## Choosing a k mesh for metallic ScAl

Choosing a 2×2×4 mesh instead of 4×4×4 for this ScAl cell cuts the irreducible k points from 36 to 12, and by the energy alone the cheaper mesh even looks more accurate. Whether that saving is real depends on why the energy errors run as they do. Three sizes set the scale for this cell. A single k point is wrong by most of an electronvolt per atom, a 2×2×2 mesh by less than 10 meV/atom, and yet at 2×2×2 a force can still be wrong by half an electronvolt per ångström.

Error from the k-point mesh for a slightly distorted 4-atom ScAl cell at fixed geometry, relative to an 8×8×8 mesh. Ansatz 0.2.0, scalar-relativistic PBEsol with plane waves and PAW, no spin polarisation, 420 eV cutoff, Gaussian smearing of 0.1 eV and Gamma-centred meshes. Energies are extrapolated to zero smearing, and pressure is positive in compression.

```
k mesh  energy less reference (meV/atom)  pressure less reference (GPa)  largest force change (eV/Å)  irreducible k points
 1x1x1                               744                          -3.66                         1.21                     1
 2x2x2                              6.96                         -0.766                        0.536                     8
 2x2x4                              2.37                         -0.206                        0.129                    12
 4x4x4                             -7.70                         -0.121                        0.112                    36
 6x6x6                             -1.01                          0.023                       0.0347                   112
```

All errors are differences from the 8×8×8 mesh, at the PBEsol level. The atoms sit slightly off their ideal sites in a slightly strained cell, so there are sizeable forces to test, but the cell is not ScAl at equilibrium. The largest force change falls at each refinement. The energy error does not: it goes from positive to negative between 2×2×4 and 4×4×4, and more than triples in size on the way.

### What a mesh cannot see

A k mesh replaces an average over all electron wave vectors by an average over a few. The energy of the occupied bands varies periodically with the wave vector $\mathbf{k}$, so it can be written as a constant plus waves $F(\mathbf{R})\,e^{i\mathbf{k}\cdot\mathbf{R}}$, one for each lattice vector $\mathbf{R}$. The true average keeps only the constant. A Gamma-centred mesh also keeps every wave that has the same value at all its points, and it mistakes these waves for part of the constant:

$$E_\text{mesh}-E_\text{exact}=\sum_{\mathbf{R}\neq 0}F(\mathbf{R}).$$

The vectors in this sum are the repeat vectors of a supercell, enlarged along each edge by the number of mesh divisions. In the 2×2×4 mesh the four divisions belong to the shortest edge, 3.746 Å. A finer mesh means a larger supercell, longer vectors and, in general, smaller terms. The terms carry signs, however, and an energy error can be small because large terms cancel. The formula neglects the response of the electron density and the shift of the Fermi level with the mesh, so it serves here as a guide to the mechanism.

### Why 2×2×4 looks better than it is

The meshes 2×2×2, 2×2×4, 4×4×4 and 8×8×8 are nested: each contains all points of the one before. Each refinement therefore only removes terms from the sum and adds none. Going from 2×2×4 to 4×4×4 removes a group of terms worth +10.1 meV/atom. What 4×4×4 still carries, relative to 8×8×8, is worth −7.7 meV/atom.

The error of 2×2×4 is the sum of the two groups, $10.1-7.7=2.4$ meV/atom. The refinement to 4×4×4 takes away the positive group and leaves the negative one exposed. The finer mesh has not become worse at sampling; it has lost a cancellation. The subtraction follows directly from the table, while its reading as groups of waves rests on the formula above.

This also shows how a routine convergence test can mislead. From 2×2×2 to 2×2×4 the energy moves by only 4.6 meV/atom, which may look like the end of the road. The next refinement moves it by more than twice as much.

### Pressure and forces tell more when taken apart

The pressure is an average over three directions, and there too errors cancel. At 4×4×4 the pressure is off by only −0.12 GPa, but the stress along z is off by −2.2 GPa, balanced by positive errors along x and y. Someone who relaxes the shape of the cell needs the separate stresses, and for that purpose the pressure error is far too kind a measure.

The largest force change is a stricter test, because it picks the worst component over all atoms and axes. One component can be right by accident, but all of them seldom are. Single components can still behave as irregularly as the energy: the error of the y force on the third atom grows from 0.08 to 0.11 eV/Å between 2×2×4 and 4×4×4. At 2×2×2 the same component is off by 0.53 eV/Å, enough to wipe out a force that is 0.50 eV/Å in the reference.

### Why a metal converges slowly

How fast the terms shrink depends on how smoothly the occupied band energy varies with $\mathbf{k}$. In an insulator each band is either full or empty throughout, the variation is smooth, and the terms fall exponentially with the length $R$ of the repeat vector. The same series of meshes for an insulator with a sizeable gap would soon bring energy and forces to rest together. In a metal the filling stops at the Fermi surface. There the band energy, measured from the Fermi level, reaches zero with a kink, and a kink has a long tail of waves.

For a simple rounded Fermi surface this tail goes as $\sin(k_\text{F}R)/R^3$, where $k_\text{F}$ is the Fermi wave vector. The sine supplies the changing signs. A force measures how the energy responds when an atom moves. Such a move leaves the number of electrons unchanged, but it can reshape the Fermi surface and so shift $k_\text{F}$ along a given direction. Differentiating the sine brings down a factor $R$, so force errors should fall only as $1/R^2$, more slowly than energy errors.

Smearing the occupations rounds off the kink, but 0.1 eV is a gentle rounding. For free electrons it would damp the waves only beyond distances of the order of 100 Å, several times the shortest repeat vector of even the 6×6×6 mesh. Slower electrons in scandium d bands would shorten that distance, so the finest meshes may already feel some damping.

### One estimate, and how far it can be trusted

From 4×4×4 to 6×6×6 the shortest repeat vector grows by a factor of 1.5. Starting from the 4×4×4 force error, the $1/R^2$ rule gives

$$0.112\times\left(\tfrac{4}{6}\right)^2\approx 0.05\ \text{eV/Å},$$

where the calculation finds 0.035 eV/Å. The size is right, though one step is a weak test. The same rule applied to 8×8×8 gives about 0.03 eV/Å for the reference itself, so the last row should not be read as an exact distance from the converged force.

A power law with a free exponent, fitted to the force errors of all five rows, falls as $R$ to the power $-1.9\pm0.4$, in accord with the expected $-2$. It typically misses by a factor of about 1.5, and by most at 2×2×4, where the force error is only about half the fitted value. That mesh may profit from cancellation in its forces too. The fit also includes the 1×1×1 row, where the levels are filled differently (see below), so the agreement is only rough support. An exponential fitted to the same rows does only slightly worse, so these data cannot tell the two laws apart; the case for the power law rests on the Fermi surface. The printed output below gives both fits.

For the energy the simple rule fails. Doubling all divisions should shrink the terms about eightfold, but the group left at 4×4×4 is still half the size of the one removed between 2×2×2 and 4×4×4. Perhaps the earlier group was already small through cancellation among its own members. The rule describes an envelope, and neither the sign nor the size of a single energy error can be read from it.

### The two ends of the series

The 1×1×1 row fills its levels differently from the others. At Gamma alone a gap of 0.15 eV separates the levels that the electrons would fill from those above, though the smearing still carries some electrons across it. This gap belongs to the one point sampled and does not make ScAl an insulator. On the denser meshes the bands overlap by about 0.8 eV or more, and electrons leave high levels at some k points for lower ones at others. A single point forbids this transfer, and it also keeps every wave of the smooth part of the bands as an error. Both faults enter the error of 744 meV/atom, which collapses a hundredfold at 2×2×2.

The 6×6×6 row is special for another reason: its mesh is not contained in 8×8×8. Its energy difference of −1.0 meV/atom is therefore one remaining error minus another, and the two may partly cancel. If free energies are compared instead of energies at zero smearing, the difference doubles to −2.0 meV/atom. The single figure is therefore no firm measure of the error that remains, and no mesh denser than the reference was run to settle it.

For the choice at the start, this means that the good energy of 2×2×4 is no sign of convergence. Its largest force error is nearly the same as that of 4×4×4, so the saving costs little there, though the stress error along x is about twice as large. Neither mesh is converged: only 6×6×6 brings the largest force error below 0.1 eV/Å. In a metal, a mesh is better judged by several successive refinements and by separate forces and stresses than by one small change in energy.

Printed output of the fit:

```
Mesh and supercell:
    row  all k points  points after pairing k with -k  shortest repeat in A  band overlap in eV
  1x1x1             1                               1                 3.746              -0.153
  2x2x2             8                               8                 7.492              0.7805
  2x2x4            16                              12                  8.76              0.7727
  4x4x4            64                              36                 14.98               1.097
  6x6x6           216                             112                 22.48               1.301
Errors against 8x8x8:
    row  free energy in meV/atom  stress xx in GPa  stress yy in GPa  stress zz in GPa  y force on third atom in eV/A
  1x1x1                    737.8             12.27             16.18            -39.44                         0.7136
  2x2x2                    5.853             4.778             2.547            -9.622                        -0.5255
  2x2x4                    2.422             2.229          0.003321             -2.85                       -0.07802
  4x4x4                   -7.977             1.069            0.7708            -2.202                         -0.112
  6x6x6                   -2.035             0.361            0.1119           -0.4031                       -0.03468
Energy terms removed from 1x1x1 to 2x2x2, meV/atom: 737
Energy terms removed from 2x2x2 to 2x2x4, meV/atom: 4.59
Energy terms removed from 2x2x4 to 4x4x4, meV/atom: 10.07
Energy terms removed from 2x2x2 to 4x4x4, meV/atom: 14.66
Size of terms removed from 4x4x4 to 8x8x8 over those from 2x2x2 to 4x4x4 (1/R^3 gives 0.125): 0.5252
Size of energy error, 4x4x4 over 2x2x4: 3.249
Largest force error, 4x4x4 over 2x2x4: 0.8682
Free-electron length beyond which 0.1 eV smearing damps the terms, A: 121.8
fit of lf on 5 rows: constant 2.793 +/- 0.84, coefficient of lr -1.942 +/- 0.36; rms 0.381, worst 2x2x4 0.626, leave-one-out rms 0.505
fit of lf on 5 rows: constant 0.41 +/- 0.56, coefficient of repeat -0.1755 +/- 0.042; rms 0.479, worst 2x2x4 0.921, leave-one-out rms 0.749
Typical factor by which the power law misses the force error: 1.464
Typical factor by which the exponential misses the force error: 1.615
```
